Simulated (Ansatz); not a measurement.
# Ni2Si: pressure against volume

Ni2Si, Pnma, a = 4.917 Å, b = 3.698 Å, c = 7.008 Å. The structure is a COD entry; whether it is the stable form wasn't checked. Ansatz: PBEsol, PAW, 420 eV, Γ-centred 8×10×6 mesh on 12 atoms, Gaussian smearing 0.10 eV; no spin polarisation. Shape and atoms are relaxed at each volume; pressure is positive in compression.

| V (Å³/atom) | P (GPa) |
| --- | --- |
| 9.342 | ? |
| 9.661 | 25.61 |
| 9.979 | 15.51 |
| 10.298 | 7.06 |
| 10.616 | 0.00 |
| 10.935 | -5.85 |
| 11.253 | -10.74 |
| 11.678 | -15.92 |

Question: Take V0 = 10.616 Å³/atom, fit the third-order Birch–Murnaghan form to the other rows, and predict the missing pressure.

Answer: With the Eulerian strain f = ½[(V0/V)^(2/3) − 1] and y = P/[3f(1 + 2f)^(5/2)], the form is the line y = B0 + 1.5 B0 (B0′ − 4) f. Rows (f, y): 0.03243, 225.0; 0.02106, 221.4; 0.01024, 218.5; -0.00977, 209.7; -0.01905, 207.1; -0.03079, 202.0. Means f = 0.0006867, y = 213.95; Σ(Δf)² = 0.003004, ΣΔfΔy = 1.102; the slope is their ratio. y = 213.7 + 366.8 f GPa, so B0 = 213.7 GPa and B0′ = 4 + 2 × (366.8)/(3 × 213.7) = 5.14. At V = 9.342, f = 0.04448, y = 230.02 and P = 37.98 GPa. The run gave 37.63 GPa, so the fit is 0.35 GPa too high, a small miss on the scale of the series.

Ni2Si stiffens steadily on compression: the normalised pressure y rises with strain in every fitted row, which is why B0′ comes out at 5.14, above the value of 4 at which the third-order term vanishes. The physical reason is the steep short-range repulsion between overlapping, nearly filled Ni 3d shells and ion cores, which grows faster than the cohesion from Ni d–Si p hybridisation and the metallic electrons. In expansion that repulsion fades quickly, and the lattice softens.

The predicted point lies beyond the most compressed fitted row, so it tests extrapolation rather than interpolation. The overshoot of 0.35 GPa means that y rises less there than the straight line requires. This suggests a small negative higher-order strain term, though a slight offset in the computed pressures could contribute. The fit therefore supports B0 and the general curvature better than the exact B0′, which also depends on the stretched volumes. Because only volume and pressure are given, the data don't show how the compression is shared among the three orthorhombic axes.
